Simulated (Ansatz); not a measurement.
Ligand exchange: SiH2(CH3)2 + C3H4F4O → SiH2(CH3)(OH) + C4H6F4

Species: SiH2(CH3)2 (dimethylsilane), singlet; C3H4F4O `OC(F)(CF)C(F)F`, singlet; SiH2(CH3)(OH), singlet; C4H6F4 `CC(F)(CF)C(F)F`, singlet. The partners trade CH3 for OH: Si–CH3 and C–OH bonds give way to Si–OH and C–CH3.

Shapes, held fixed at every level: PBE0-D4/def2-TZVP. Flexible molecules stand in one conformer, not always the lowest. Programs: Ansatz 0.2.0. The zero-point and thermal change to 298 K, harmonic and unscaled (PBE0-D4/def2-TZVP), is +1.8 kJ/mol.

```json
{"level": "PBE-D4/def2-TZVPP", "kind": "GGA", "ΔH(298 K) (kJ/mol)": "-90.8"}
{"level": "r2SCAN-D4/def2-TZVPP", "kind": "meta-GGA", "ΔH(298 K) (kJ/mol)": "-99.8"}
{"level": "B3LYP-D4/def2-TZVPP", "kind": "global hybrid", "ΔH(298 K) (kJ/mol)": "-103.1"}
{"level": "BHLYP-D4/def2-TZVPP", "kind": "global hybrid", "ΔH(298 K) (kJ/mol)": "-108.5"}
{"level": "PBE0-D4/def2-TZVPP", "kind": "global hybrid", "ΔH(298 K) (kJ/mol)": "-95.4"}
{"level": "MP2/def2-SVP", "kind": "perturbation theory", "ΔH(298 K) (kJ/mol)": "-90.9"}
{"level": "MP2/def2-TZVPP", "kind": "perturbation theory", "ΔH(298 K) (kJ/mol)": "-113.3"}
```

MP2/def2-TZVPP gives ΔH(298 K) = -113.3 kJ/mol; the levels span -113.3 to -90.8. The median of the levels is -99.8. No measured value is set beside it here. MP2/def2-TZVPP lies outside the range of all other levels here, so it shouldn't be taken on trust.

The exchange is clearly exothermic at every level, and the thermal correction of +1.8 kJ/mol is too small to matter, so the driving force is electronic. Silicon is much more electropositive than carbon, so moving hydroxyl from carbon to silicon creates a strong, highly polar Si–O bond, reinforced by donation from the oxygen lone pairs into Si–C and Si–H antibonding orbitals. Methyl, in turn, gives up a comparatively weak Si–C bond for a C–C bond. Part of this gain is probably offset by the loss of anomeric stabilisation in the fluoroalcohol, where an oxygen lone pair donates into the antibonding orbital of the geminal C–F bond.

The sign is therefore secure, but the magnitude is less so. The close match between MP2/def2-SVP and PBE is probably fortuitous, since the small basis describes polar bonds and their correlation poorly. A single exchange also can't separate silicon's intrinsic preference for oxygen from the influence of the fluorinated carbon centre.
